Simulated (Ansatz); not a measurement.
## Se: pressure and energy change per atom as volume scale varies

All results are calculated (Ansatz 0.2.0). Plane-wave DFT, scalar-relativistic PAW made under PBE with cores redone for the functional, no dispersion; the given relaxed cell is scaled uniformly, energy at zero smearing counts from the unscaled cell, pressure at the given Fermi-Dirac smearing is positive in compression.

The cell before it is scaled or strained (space group Im-3m, No. 229):
```
Se
1.0
     -1.7172     1.7172     1.7172
      1.7172    -1.7172     1.7172
      1.7172     1.7172    -1.7172
Se
1
Direct
  0.00000 0.00000 0.00000
```

Settings of every row: spin polarised no; functional r2SCAN; wave cutoff 500 eV; smearing width 0.1 eV; k mesh 15x15x15.

Atom starting moment: 0 on all atoms.

Limits: the cell comes from a prototype or a list of computed structures and needn't be the stable phase.

```
row  volume scale  V (Å³/atom)  pressure (GPa)  energy change per atom (meV)
  1          0.88       17.824           13.37                         92.85
  2          0.92       18.634            8.08                         39.59
  3          0.96       19.444            3.84                         10.21
  4          1.04       21.065           -2.32                          5.21
  5          1.08       21.875           -4.52                         22.85
  6          1.12       22.685               ?                             ?
```

Question: what pressure and energy change per atom should row 6 give?

Worked fit of pressure. Take u = (V_r/V)^(2/3) − 1 with V_r = 19.444 Å³ an atom, which is twice the finite (Eulerian) strain; such expansions in the strain, on which the Birch-Murnaghan equation of state is built, carry the rest volume and the bulk modulus. The shown rows have u = 0.05971, 0.02877, 0, -0.05198, -0.07553. Least squares give pressure = 3.839 + 137.8 × u + 362.1 × u² GPa; a straight line predicts inner rows, each left out in turn, worse (root mean square 0.74 against 0.032 GPa). The rows lie off it by 0.01, -0.02, 0.00, 0.03, -0.02. The pressure vanishes at u = -0.0303, or V = 20.36 Å³ an atom, and there the bulk modulus at fixed shape and fractions is B = −V dP/dV = (2/3)(1 + u) dP/du = 74.9 GPa. The withheld row has u = -0.09767, so the fit gives 3.839 + 137.8 × (-0.09767) + 362.1 × (-0.09767)² = -6.17 GPa.

The calculation gave -6.29 GPa. The fit lies 0.12 GPa (1.9 % of the value, 0.61 % of the column's range) above it; its largest miss of a shown row is 0.03 GPa. This row lies beyond the range of the fit.

Worked fit of energy change per atom. Take u = (V_r/V)^(2/3) − 1 with V_r = 19.444 Å³ an atom, which is twice the finite (Eulerian) strain; such expansions in the strain, on which the Birch-Murnaghan equation of state is built, carry the rest volume and the bulk modulus. The shown rows have u = 0.05971, 0.02877, 0, -0.05198, -0.07553. Least squares give energy change per atom = 10.218 + 697.2 × u + 11471.3 × u² meV; a straight line predicts inner rows, each left out in turn, worse (root mean square 24 against 0.28 meV). The rows lie off it by 0.10, -0.18, -0.01, 0.24, -0.15 (root mean square 0.16 meV). Its lowest point lies at u = -0.0304, or V = 20.37 Å³ an atom, and the curvature there gives the bulk modulus at fixed shape and fractions, B = (4/9)(1 + u)² E″(u)/V = 75.4 GPa. The withheld row has u = -0.09767, so the fit gives 10.218 + 697.2 × (-0.09767) + 11471.3 × (-0.09767)² = 51.55 meV.

The calculation gave 50.51 meV. The fit lies 1.04 meV (2.1 % of the value, 1.2 % of the column's range) above it; its largest miss of a shown row is 0.24 meV. This row lies beyond the range of the fit.
